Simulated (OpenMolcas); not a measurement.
## A ladder of methods for AlH2F (SMILES [F][AlH2])

The species is AlH2F (4 atoms), meant as a singlet with charge 0. As SMILES, `[F][AlH2]`. Geometry: a GFN2-xTB relaxation, a rough one for these elements and not checked as a minimum.

```xyz
4

F    -0.3464   -0.0150    1.5652
Al    0.0083    0.0003   -0.0373
H    -0.3870   -1.1977   -0.8985
H     0.7251    1.2124   -0.6294
```

Each level gives the energy change with the F1–Al2 bond stretched from 1.641 to 2.462 Å (eV). The values are calculated.

| level | kind | program | value (eV) | CPU time (all runs) |
| --- | --- | --- | --- | --- |
| HF/STO-3G (restricted) | Hartree–Fock | OpenMolcas | 5.60 | 3.3 s |
| SVWN5/STO-3G (restricted) | LDA | OpenMolcas | 4.58 | 6.7 s |
| PBE/STO-3G (restricted) | GGA | OpenMolcas | 4.26 | 7.2 s |
| r2SCAN/STO-3G (restricted) | meta-GGA | OpenMolcas | 4.50 | 8.8 s |
| M06-2X/STO-3G (restricted) | hybrid meta-GGA | OpenMolcas | 4.93 | 7.5 s |
| B2PLYP/STO-3G (restricted) | double hybrid | OpenMolcas | 4.67 | 6.4 s |
| MP2/STO-3G (restricted) | perturbation theory | OpenMolcas | 4.88 | 3 s |
| CASPT2(2,2)/STO-3G | multireference | OpenMolcas | 4.06 | 3 s |
| SC-NEVPT2(2,2)/STO-3G | multireference | OpenMolcas | 4.05 | 3 s |
| CISD/STO-3G (restricted) | coupled cluster or CI | OpenMolcas | 4.18 | 3.2 s |

Spin-restricted single references rise too steeply as a bond breaks, Hartree–Fock most of all. The first shape isn't each level's own minimum. The values span 4.05 to 5.60 eV. All rows use very small basis sets, so even the best lies far from the true value. Times are those of the runs behind each value, whatever else they computed, on shared processors of several kinds: orders of magnitude only.

Electron correlation lowers the cost of stretching the Al–F bond: Hartree–Fock gives 5.60 eV, MP2 4.88 eV, and CISD and the two multireference methods 4.05 to 4.18 eV. As the overlap between fluorine 2p and the aluminium 3s/3p hybrid shrinks, the σ and σ* orbitals draw closer, and the double excitation between them gains weight. CISD determines that weight variationally and the active space holds it from the start, whereas MP2 estimates it only to first order, which probably explains why it recovers just part of the lowering.

Among the density functionals, the two with exact exchange lie above the three semilocal ones, as expected if semilocal exchange mimics some of this left–right correlation. PBE's closeness to the multireference values may therefore owe something to error cancellation. The near-identity of CASPT2 and NEVPT2 shows that the choice of perturbation theory matters little here, not that the active space is sufficient. A single stretched point gives neither the dissociation energy nor the charge character of the separated fragments.
